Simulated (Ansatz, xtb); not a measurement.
## H5PSSi: which of two isomers lies lower

We compare I, `P[SiH2]S`, a singlet, with II, `[SiH3]SP`, a singlet. Both are isolated molecules in the gas phase, relaxed with r2SCAN-D4/def2-SVP; the shapes shown needn't be the lowest conformers.

I (Å):

| atom | x (Å) | y (Å) | z (Å) |
| --- | --- | --- | --- |
| P | 1.2526 | 0.0068 | 1.3350 |
| S | -1.5579 | 0.3726 | -0.8967 |
| Si | -0.8361 | -0.7080 | 0.8195 |
| H | 0.7833 | 1.2171 | 1.9321 |
| H | 1.2882 | -0.7051 | 2.5765 |
| H | -0.7523 | -2.1791 | 0.5689 |
| H | -1.8613 | -0.4481 | 1.8711 |
| H | -0.5062 | 0.0425 | -1.6814 |

II (Å):

```xyz
8

P    -2.2958   -0.0560    0.1521
S    -0.7524    1.2502    0.8829
Si    0.8402   -0.1555    1.2273
H     2.0039    0.6188    1.7468
H     0.4211   -1.1852    2.2250
H     1.2094   -0.8479   -0.0437
H    -1.5244   -0.8034   -0.7973
H    -2.1968   -1.0918    1.1383
```

**Question.** Estimate E(II) − E(I) at the level CCSD(T)/def2-TZVP.

**Answer.** Calculated at CCSD(T)/def2-TZVP: E(II) − E(I) = +3.6 kcal/mol, so structure I lies lower.

The same difference at several levels:

| level | geometry | E(II) − E(I) (kcal/mol) | departure from the last row (kcal/mol) | job, with rough time for the two |
| --- | --- | --- | --- | --- |
| GFN2-xTB | GFN2-xTB | −11.6 | −15.2 | optimisation, 0.13 s |
| HF/STO-3G | GFN2-xTB | +3.9 | +0.4 | single point, 0.24 s |
| r2SCAN-D4/def2-SVP//GFN2-xTB | GFN2-xTB | +6.3 | +2.7 | single point, 2.2 s |
| r2SCAN-D4/def2-SVP | r2SCAN-D4/def2-SVP | +6.4 | +2.8 | optimisation, 23 s |
| HF/def2-TZVP | r2SCAN-D4/def2-SVP | +2.8 | −0.8 | part of the CCSD(T) run |
| MP2/def2-TZVP | r2SCAN-D4/def2-SVP | +3.1 | −0.5 | part of the CCSD(T) run |
| CCSD(T)/def2-TZVP | r2SCAN-D4/def2-SVP | +3.6 |  | single point, 17 s |

As drawn, II has 1 P–S, 1 Si–H in place of 1 P–Si, 1 S–H.

GFN2-xTB puts the two in the other order. The largest departure from CCSD(T)/def2-TZVP is that of GFN2-xTB, 15.2 kcal/mol.

With harmonic frequencies from r2SCAN-D4/def2-SVP (ideal gas, rigid rotor, one conformer each, 298.15 K, 1 atm): on the last row, ΔE + ΔZPE = +3.9, ΔH = +3.7, ΔG = +4.0 kcal/mol.

The correlated steps freeze 15 core orbitals. Mirror images aren't counted in ΔG. Codes used: Ansatz 0.2.0, xtb 6.7.1; the last row on 1 thread of Intel(R) Xeon(R) 6975P-C (Granite Rapids) on a shared host.

The phosphinosilanethiol I lies modestly below the silyl thiophosphinite II, and thermal corrections barely alter the gap. Both keep the Si–S bond, so the isomerisation amounts to swapping H and PH2 between silicon and sulfur. Phosphorus and hydrogen have nearly equal electronegativities, so the changes in bond polarity largely cancel, which fits the small difference. The remaining preference for I probably reflects the P–S bond in II, which places lone pairs on adjacent atoms, whereas in I silicon separates them.

Hartree–Fock in the larger basis already gives +2.8 kcal/mol, so correlation reinforces the ordering rather than creating it. The close agreement of HF/STO-3G with coupled cluster is most likely a cancellation of errors. The reversed order from GFN2-xTB comes from its energies, not its structures: r2SCAN-D4 gives +6.3 kcal/mol on the GFN2-xTB geometries and +6.4 on its own. This suggests an imbalance in how the tight-binding model describes the exchanged bonds. The energies say nothing about the barrier to interconversion.
